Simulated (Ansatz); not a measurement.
# A series in volume scale on InPd

Results calculated with Ansatz 0.2.0, not measured. Free energy against uniform scaling of the volume at fixed shape and fractions; periodic cell, basis, potentials, k mesh and filling as listed.

The cell before it is scaled or strained (space group Pm-3m, No. 221):
```
InPd
1.0
      3.2719     0.0000     0.0000
      0.0000     3.2719     0.0000
      0.0000     0.0000     3.2719
In Pd
1 1
Direct
  0.00000 0.00000 0.00000
  0.50000 0.50000 0.50000
```

Settings of every row: functional LDA; dispersion none; potentials all-electron LAPW; k mesh 9x9x9; k shift 0x0x0; occupations methfessel paxton; smearing width 0.15 eV; spin none; basis error target 0.0005 eV/atom.

Limits: coarse k mesh, up to 40 meV an atom off; the cell comes from a prototype or a list of computed structures and needn't be the stable phase.

```csv
row,volume scale,V (Å³/atom),energy above lowest point (meV/atom)
1,0.92,16.112,6.4
2,0.96,16.813,0
3,1,17.513,?
4,1.04,18.214,56.9
5,1.08,18.914,109
```

Question: what energy above lowest point should row 3 give?

Worked fit of energy above lowest point. Take u = (V_r/V)^(2/3) − 1 with V_r = 17.514 Å³ an atom, which is twice the finite (Eulerian) strain; such expansions in the strain, on which the Birch-Murnaghan equation of state is built, carry the rest volume and the bulk modulus. The shown rows have u = 0.0572, 0.02761, -0.02579, -0.04998. Least squares give energy above lowest point = 18.79 − 1070 × u + 14840 × u² meV/atom; a straight line predicts inner rows, each left out in turn, worse (root mean square 25 against 1.5 meV/atom). The rows lie off it by 0.3, -0.6, 0.6, -0.3 (root mean square 0.47 meV/atom). The withheld row has u = 4e-05, so the fit gives 18.79 − 1070 × (4e-05) + 14840 × (4e-05)² = 18.7 meV/atom.

The calculation gave 19 meV/atom. The fit lies 0.3 meV/atom (1.6 % of the value, 0.28 % of the column's range) below it; its largest miss of a shown row is 0.6 meV/atom.
